Rocksalt-type CsH (two-atom cell, conventional a = 6.376 Å, not relaxed at this level), with the Cs sublattice moved along Cartesian [001] and all else fixed. Ansatz 0.2.0, plane-wave PAW DFT, r2SCAN, scalar-relativistic, no spin polarisation, 500 eV cutoff, Gamma-centred 6×6×6 k mesh. Energies are relative to the undisplaced cell; pressure is positive in compression.

| displacement (Å) | energy change (eV a cell) | force along direction (eV/Å summed over the moved atoms) | pressure (GPa) | gap on mesh (eV) |
| --- | --- | --- | --- | --- |
| -0.5 | 0.097 | 0.479 | 0.63 | 2.851 |
| -0.25 | 0.020 | 0.172 | 0.16 | 2.730 |
| 0 | 0.000 | 0.000 | 0.01 | 2.681 |
| 0.0625 | 0.001 | -0.038 | 0.02 | 2.684 |
| 0.125 | 0.005 | -0.078 | 0.05 | 2.693 |
| 0.1875 | 0.011 | -0.121 | 0.09 | 2.709 |
| 0.3125 | 0.033 | -0.230 | 0.24 | 2.755 |
| 0.375 | 0.049 | -0.299 | 0.34 | 2.785 |
| 0.4375 | 0.070 | -0.381 | 0.47 | 2.817 |

The caesium and hydrogen sublattices of CsH have a single preferred arrangement along this line, the centred one. The energy change is positive for every shifted row, and each force points back towards the centre. The return force also grows faster than the shift. At 0.5 Å the ratio of force to displacement is 1.6 times its value for very small shifts, and the energy of 0.097 eV a cell exceeds the harmonic estimate of 0.074 eV.

The two negative displacements look out of place only because of their sign. Moving caesium up or down by the same distance gives equivalent crystals, so the row at −0.5 Å is simply the largest shift, and the row at −0.25 Å fits between 0.1875 and 0.3125 Å. Read by distance from the centre, energy, pressure, gap and size of the force all rise without exception. Only the centred row has the full cubic symmetry, since any shift along the axis removes the centre of inversion.

### Attraction pulls off centre, repulsion pushes back

It is tempting to say that electrostatic attraction holds each caesium ion in the middle of its six hydride neighbours. Theory argues the opposite. When all caesium ions move together against the hydride ions, every cell acquires an electric dipole, and all these dipoles point the same way. In a cubic crystal without an overall electric field, as in this periodic calculation, the surrounding dipoles produce a local field that pushes the ions further apart from their centred positions.

What brings the ions back is the short-range repulsion between their electron clouds. A shift along the axis shortens one Cs–H contact and lengthens the opposite one by the same amount. Repulsion rises steeply as ions approach, so the short contact pushes back harder while the long one pushes less, and both changes drive the ion towards the centre. The well is therefore the difference between two opposing effects, and its single minimum means that repulsion wins over the whole range studied.

The same steepness explains the stiffening. At 0.5 Å the short contact has shrunk from 3.19 to 2.69 Å, and each further step adds more to the return force than the last. Springs that obey Hooke's law along the bonds, with the same initial stiffness, provide a useful comparison. They stiffen only because the side bonds tilt and stretch, and they yield just 4 % of the computed stiffening at 0.5 Å. Geometry alone thus fails. The short contact must gain more resistance than the long one loses, which is what a steeply curved repulsion provides.

### A simple ionic model

The argument can be put into numbers with ions of charge $\pm e$ and a repulsion that decays exponentially with distance. Let $u$ be the displacement, $d$ the centred Cs–H distance, $V$ the cell volume and $k$ the initial stiffness, that is, the return force per unit of small displacement. At the centre the pressure is nearly zero, so the repulsion of the six contacts balances the electrostatic attraction. This fixes the repulsive force $f_0$ of one contact:

$$f_0=\frac{1.7476\,e^2}{6d^2}\approx 0.41\ \text{eV/Å},\qquad k=\frac{2f_0}{\rho}-\frac{4f_0}{d}-\frac{4\pi e^2}{3V}.$$

Here 1.7476 is the Madelung constant of the rocksalt structure, $e^2$ is 14.4 eV Å, and $\rho$ is the distance over which the repulsion falls by a factor of $e$. The first term of $k$ comes from the two contacts on the axis. The second is the outward push of the other four, which tilt as the ion leaves the centre, and the third is the effect of the aligned dipoles. The last term is of the order of 1 eV/Å², larger than the net stiffness itself, which shows how close the contest is.

Only $\rho$ remains to be set. A cubic force curve fitted to all nine rows gives $k$ as 0.60 eV/Å², and this requires a $\rho$ of 0.40 Å. The model takes nothing else from the forces, so its stiffening at large shifts is a prediction, although the row worked below also took part in the fit that supplied $k$.

At 0.5 Å the repulsion in the short contact is multiplied by $e^{0.5/0.404}\approx3.45$, while that in the long contact falls to 0.29 of its centred value. The two axial contacts therefore push back with $0.41\times(3.45-0.29)\approx1.30$ eV/Å. From this one subtracts the sideways push of the other four contacts, the dipole term, and a small correction for the uneven field of the point charges:

$$1.30-0.23-0.47-0.07=0.53\ \text{eV/Å}.$$

The electronic-structure calculation gives 0.479 eV/Å, so the model's force is about 11 % too large. The agreement is less good than it looks, because much of that force was already set through the initial stiffness. The stiffening beyond it is a fairer test, and there the model is 30 % too high. The output printed after the text compares both pictures with every row.

The model thus gives the rough size of the effect, which supports steep repulsion as its origin, but it exaggerates how sharply the ions resist. One possible reason, which these numbers do not test, is that the electron cloud of the hydride ion deforms as caesium approaches. A soft cloud can give way, whereas the ions of the model keep their shape.

### What the pressure reveals

The pressure supports the same picture from another side. It rises from nearly zero at the centre to 0.63 GPa at the largest shift, but this average hides two different directions. The same calculation gives a compressive stress along the shift that is almost four times this average, and a slight tension of 0.28 GPa across it. Along the axis the shortened contact pushes harder than the lengthened one has relaxed. Across it the contacts have become slightly longer, so their repulsion weakens. The attraction across the axis weakens too, but by less, and the crystal would rather contract.

The pressure also tells how the well would change if the whole crystal were squeezed. Pressure is the energy gained per unit of volume lost, and a shifted crystal holds the extra energy $\tfrac12ku^2$ for small $u$. If the shift keeps its proportion to the cell edge, the extra pressure is

$$\Delta P=\frac{k u^2}{2V}\left(g-\frac23\right),$$

where $g$ is the percentage rise of $k$ for each per cent of volume lost. The row at 0.125 Å gives a $g$ of about 3.7. A scan at one fixed volume therefore already shows that compression would make the well markedly stiffer.

Such a strong response is natural for a difference between two opposing effects. Squeezing the crystal strengthens both, but the exponential repulsion grows much faster than the dipole term, which rises only as the inverse of the volume. The net stiffness therefore changes by a larger fraction than either part would suggest. Here too the ionic model exaggerates: its pressure rise at 0.5 Å is 46 % above the computed one.

This gives a way to judge a related ionic crystal with the same structure. Tight contacts with steep repulsion favour a stiff, centred arrangement. Stretching the lattice weakens the repulsion faster than the dipole term and brings the crystal closer to the point where the dipoles could pull the ions off centre. For CsH at the present volume, that point is not reached along the line studied.

### The gap widens with the shift

The gap on the mesh grows by 0.17 eV between the centre and the largest shift. Because opposite shifts are equivalent, the gap must be the same for equal shifts up and down the axis. One plausible cause is electrostatic. In the ionic model the shift lowers the Coulomb energy, which means that electrons on hydride are held more tightly while the empty caesium levels rise. Another is that the loss of inversion lets filled hydride states mix with empty caesium states that symmetry had kept apart, which also tends to widen the gap. The character of the band edges would have to be examined to weigh the two, and a finer mesh could find other edges. Functionals of this kind also tend to give gaps that are too small, so the rise is a safer guide than the values themselves.

Mixing of this kind lowers the energy of the filled states and can help to drive ions off centre in other crystals. If it acts here, it is too weak to overcome the repulsion, since the total energy rises all the same. A widening gap is thus no sign that a crystal prefers the distorted form.

### From a static well to moving hydrogen

Although the calculation moves caesium, only the relative position of the two sublattices matters for the energy. In a vibration where the two sublattices move against each other, the light hydrogen does nearly all the moving. For a transverse vibration, which sets up no overall electric field, the initial stiffness corresponds to a harmonic frequency of about 400 cm⁻¹. If each cell is treated as a separate oscillator, hydrogen has a quantum spread of about 0.2 Å along the axis even at zero temperature. This distance already lies where the well has begun to stiffen, so a harmonic treatment should place the frequency somewhat too low for motion along this line. How far the true frequency shifts once hydrogen also moves sideways, and neighbouring cells no longer move in step, is the question that this one line through the crystal leaves open.

The analysis program printed:

```
fit of force_along_direction on 9 rows: coefficient of u -0.5955 +/- 0.0015, coefficient of u**3 -1.445 +/- 0.0084; rms 0.000476, worst 0.125 0.000738, leave-one-out rms 0.000871
Forces in eV/Å and pressure rises in GPa:
     row   force  ionic model force  spring force  pressure rise  ionic model pressure rise
    -0.5   0.479             0.5333        0.3049         0.6144                     0.8946
   -0.25   0.172             0.1765        0.1498         0.1409                     0.2017
     0.0       0                  0             0              0                  -7.32e-16
  0.0625  -0.038           -0.03764      -0.03723       0.008589                    0.01218
   0.125  -0.078           -0.07784      -0.07455        0.03446                    0.04906
  0.1875  -0.121            -0.1232        -0.112         0.0782                     0.1117
  0.3125   -0.23            -0.2407       -0.1879         0.2239                     0.3215
   0.375  -0.299            -0.3191       -0.2264          0.329                     0.4742
  0.4375  -0.381            -0.4152       -0.2654         0.4583                     0.6637
Initial stiffness from the cubic fit in eV/Å²: 0.5955
Force over displacement at 0.5 Å in eV/Å²: 0.958
Ratio of that to the initial stiffness: 1.609
Harmonic energy at 0.5 Å in eV a cell: 0.07444
Point-ion Coulomb softening in eV/Å² (order of magnitude): 0.9308
Repulsion decay length in the ionic model in Å: 0.4038
Stiffening at 0.5 Å, ionic model over computed: 1.299
Stiffening at 0.5 Å, harmonic springs over computed: 0.03968
Pressure rise at 0.5 Å, ionic model over computed: 1.456
Percent rise of stiffness per percent loss of volume: 3.662
Harmonic frequency of this pattern in 1/cm: 402.3
Harmonic zero-point spread along one axis in Å: 0.2047
Gap rise at 0.5 Å in eV: 0.17
```
